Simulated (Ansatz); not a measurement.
## LaSi2Ir2: the change of energy above lowest point with volume scale

Results calculated with Ansatz 0.2.0, not measured. Free energy against uniform scaling of the volume at fixed shape and fractions; periodic cell, basis, potentials, k mesh and filling as listed.

The cell before it is scaled or strained (space group P4/nmm, No. 129):
```
CELL_PARAMETERS angstrom
4.22150 0.00000 0.00000
0.00000 4.22150 0.00000
0.00000 0.00000 9.99000
ATOMIC_POSITIONS crystal
La 0.00000 0.50000 0.25644
La 0.50000 0.00000 0.74356
Si 0.50000 0.00000 0.12749
Si 0.00000 0.50000 0.87251
Si 0.50000 0.50000 0.50000
Si 0.00000 0.00000 0.50000
Ir 0.50000 0.00000 0.37373
Ir 0.00000 0.50000 0.62627
Ir 0.50000 0.50000 0.00000
Ir 0.00000 0.00000 0.00000
```

Settings of every row: functional PBEsol; dispersion none; potentials PAW; wave cutoff 500 eV; density cutoff 2000 eV; k mesh 7x7x3; k shift 0x0x0; occupations cold; smearing width 0.1 eV; spin none.

Limits: coarse k mesh, up to 40 meV an atom off; no spin-orbit coupling, which can matter with elements this heavy; the cell comes from a prototype or a list of computed structures and needn't be the stable phase.

```csv
row,volume scale,V (Å³/atom),energy above lowest point (meV/atom)
1,0.9406,16.746,9.9
2,0.9703,17.274,0
3,1,17.803,?
4,1.0297,18.332,33.3
5,1.0594,18.861,71.1
```

Question: what energy above lowest point should row 3 give?

Worked fit of energy above lowest point. Take u = (V_r/V)^(2/3) − 1 with V_r = 17.803 Å³ an atom, which is twice the finite (Eulerian) strain; such expansions in the strain, on which the Birch-Murnaghan equation of state is built, carry the rest volume and the bulk modulus. The shown rows have u = 0.04165, 0.02031, -0.01933, -0.03776. Least squares give energy above lowest point = 8.75 − 854.5 × u + 21147 × u² meV/atom; a straight line predicts inner rows, each left out in turn, worse (root mean square 19 against 0.31 meV/atom). The rows lie off it by 0.1, -0.1, 0.1, -0.1. Its lowest point lies at u = 0.0202, or V = 17.28 Å³ an atom, and the curvature there gives the bulk modulus at fixed shape and fractions, B = (4/9)(1 + u)² E″(u)/V = 181 GPa. Letting shape and atoms relax would as a rule lower it, by much in layered, chain or molecular crystals. The withheld row has u = 0, so the fit gives 8.75 − 854.5 × (0) + 21147 × (0)² = 8.8 meV/atom.

The calculation gave 8.8 meV/atom. The fit meets it to the printed digit.
